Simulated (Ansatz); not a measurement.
HfB₂: pressure and energy above lowest point against volume scale

Results calculated with Ansatz 0.2.0, not measured. Free energy against uniform scaling of the volume at fixed shape and fractions; periodic cell, basis, potentials, k mesh and filling as listed.

The cell before it is scaled or strained (space group P6/mmm, No. 191):
```
cell vectors (Å)
   3.1504     0.0000     0.0000
  -1.5752     2.7284     0.0000
   0.0000     0.0000     3.4916
atoms (fractions of the cell vectors)
Hf  0.00000  0.00000  0.00000
B   0.33333  0.66667  0.50000
B   0.66667  0.33333  0.50000
```

Settings of every row: functional r2SCAN; dispersion none; potentials PAW; wave cutoff 600 eV; density cutoff 2400 eV; k mesh 10x10x8; k shift 0x0x0; occupations cold; smearing width 0.1 eV; spin none.

Limits: coarse k mesh, up to 40 meV an atom off; no spin-orbit coupling, which can matter with elements this heavy.

```
row  volume scale  V (Å³/atom)  pressure (GPa)  energy above lowest point (meV/atom)
  1        0.9406         9.41           13.81                                  18.3
  2        0.9703        9.707            4.74                                   1.3
  3             1       10.004           -3.11                                     0
  4        1.0297       10.301               ?                                     ?
  5        1.0594       10.598          -15.77                                  36.1
```

Question: what pressure and energy above lowest point should row 4 give?

Worked fit of pressure. Take u = (V_r/V)^(2/3) − 1 with V_r = 9.8555 Å³ an atom, which is twice the finite (Eulerian) strain; such expansions in the strain, on which the Birch-Murnaghan equation of state is built, carry the rest volume and the bulk modulus. The shown rows have u = 0.03132, 0.01017, -0.00992, -0.04727. Least squares give pressure = 0.675 + 390.86 × u + 909.3 × u² GPa; a straight line predicts inner rows, each left out in turn, worse (root mean square 0.88 against 0.0079 GPa). All shown rows lie on it to the printed digit. The pressure vanishes at u = -0.0017, or V = 9.881 Å³ an atom, and there the bulk modulus at fixed shape and fractions is B = −V dP/dV = (2/3)(1 + u) dP/du = 258 GPa. Letting shape and atoms relax would as a rule lower it, by much in layered, chain or molecular crystals. The withheld row has u = -0.02904, so the fit gives 0.675 + 390.86 × (-0.02904) + 909.3 × (-0.02904)² = -9.91 GPa.

The calculation gave -9.9 GPa. The fit lies 0.01 GPa (0.034 % of the column's range) below it, one unit of the last digit.

Worked fit of energy above lowest point. Take u = (V_r/V)^(2/3) − 1 with V_r = 9.8555 Å³ an atom, which is twice the finite (Eulerian) strain; such expansions in the strain, on which the Birch-Murnaghan equation of state is built, carry the rest volume and the bulk modulus. The shown rows have u = 0.03132, 0.01017, -0.00992, -0.04727. Least squares give energy above lowest point = −1.17 + 59.7 × u + 17942 × u² meV/atom; a straight line predicts inner rows, each left out in turn, worse (root mean square 17 against 0.011 meV/atom). All shown rows lie on it to the printed digit. Its lowest point lies at u = -0.0017, or V = 9.88 Å³ an atom, and the curvature there gives the bulk modulus at fixed shape and fractions, B = (4/9)(1 + u)² E″(u)/V = 258 GPa. Letting shape and atoms relax would as a rule lower it, by much in layered, chain or molecular crystals. The withheld row has u = -0.02904, so the fit gives −1.17 + 59.7 × (-0.02904) + 17942 × (-0.02904)² = 12.2 meV/atom.

The calculation gave 12.2 meV/atom. The fit meets it to the printed digit.
